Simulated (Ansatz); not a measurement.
## In₂Au: the change of pressure and energy less free atoms with volume scale

All results are calculated (Ansatz 0.2.0). Periodic Kohn-Sham DFT of a crystal at fixed atoms, scaled to volume_scale times the given cell; pressure positive in compression, energy less spherical unpolarised free atoms, largest_vzz the field gradient of largest size among the nuclei.

The cell before it is scaled or strained (space group Fm-3m, No. 225):
```
In2Au
1.0
      0.0000     3.2510     3.2510
      3.2510     0.0000     3.2510
      3.2510     3.2510     0.0000
In Au
2 1
Direct
  0.25000 0.25000 0.25000
  0.75000 0.75000 0.75000
  0.00000 0.00000 0.00000
```

Settings of every row: method all-electron LAPW; functional LDA; relativity scalar; k mesh 10x10x10; filling fermi-dirac; smearing width 0.05 eV; basis error target 0.5 meV/atom; nucleus gaussian.

Atom start moment: 0 on all atoms.

Limits: no spin-orbit coupling on heavy atoms.

| row | volume scale | V (Å³/atom) | pressure (GPa) | energy less free atoms (eV/atom) |
| --- | --- | --- | --- | --- |
| 1 | 0.94 | 21.532 | 3.884 | -3.8966 |
| 2 | 0.96 | 21.99 | 1.88 | -3.9047 |
| 3 | 0.98 | 22.448 | 0.151 | -3.9076 |
| 4 | 0.99 | 22.677 | -0.614 | -3.9072 |
| 5 | 1 | 22.907 | -1.32 | -3.9058 |
| 6 | 1.01 | 23.136 | -1.977 | -3.9035 |
| 7 | 1.02 | 23.365 | -2.597 | -3.9002 |
| 8 | 1.04 | 23.823 | ? | ? |
| 9 | 1.06 | 24.281 | -4.728 | -3.879 |

Question: what pressure and energy less free atoms should row 8 give?

Worked fit of pressure. Take u = (V_r/V)^(2/3) − 1 with V_r = 22.792 Å³ an atom, which is twice the finite (Eulerian) strain; such expansions in the strain, on which the Birch-Murnaghan equation of state is built, carry the rest volume and the bulk modulus. The shown rows have u = 0.03864, 0.02417, 0.01019, 0.00338, -0.00335, -0.00994, -0.01642, -0.04131. Least squares give pressure = −0.9706 + 105.834 × u + 439.99 × u² + 1922 × u³ GPa; a parabola predicts inner rows, each left out in turn, worse (root mean square 0.031 against 0.0083 GPa). The rows lie off it by -0.003, 0.008, -0.005, -0.006, 0.000, 0.004, 0.001, -0.001 (root mean square 0.0044 GPa). The pressure vanishes at u = 0.0088, or V = 22.49 Å³ an atom, and there the bulk modulus at fixed shape and fractions is B = −V dP/dV = (2/3)(1 + u) dP/du = 76.7 GPa. The withheld row has u = -0.02906, so the fit gives −0.9706 + 105.834 × (-0.02906) + 439.99 × (-0.02906)² + 1922 × (-0.02906)³ = -3.722 GPa.

The calculation gave -3.736 GPa. The fit lies 0.014 GPa (0.16 % of the column's range) above it; its largest miss of a shown row is 0.008 GPa.

Worked fit of energy less free atoms. Take u = (V_r/V)^(2/3) − 1 with V_r = 22.792 Å³ an atom, which is twice the finite (Eulerian) strain; such expansions in the strain, on which the Birch-Murnaghan equation of state is built, carry the rest volume and the bulk modulus. The shown rows have u = 0.03864, 0.02417, 0.01019, 0.00338, -0.00335, -0.00994, -0.01642, -0.04131. Least squares give energy less free atoms = −3.90667 − 0.2067 × u + 11.665 × u² + 11 × u³ eV/atom; a parabola predicts inner rows, each left out in turn, worse (root mean square 0.00018 against 4.8e-05 eV/atom). All shown rows lie on it to the printed digit. Its lowest point lies at u = 0.0088, or V = 22.5 Å³ an atom, and the curvature there gives the bulk modulus at fixed shape and fractions, B = (4/9)(1 + u)² E″(u)/V = 77 GPa. The withheld row has u = -0.02906, so the fit gives −3.90667 − 0.2067 × (-0.02906) + 11.665 × (-0.02906)² + 11 × (-0.02906)³ = -3.8911 eV/atom.

The calculation gave -3.8911 eV/atom. The fit meets it to the printed digit.
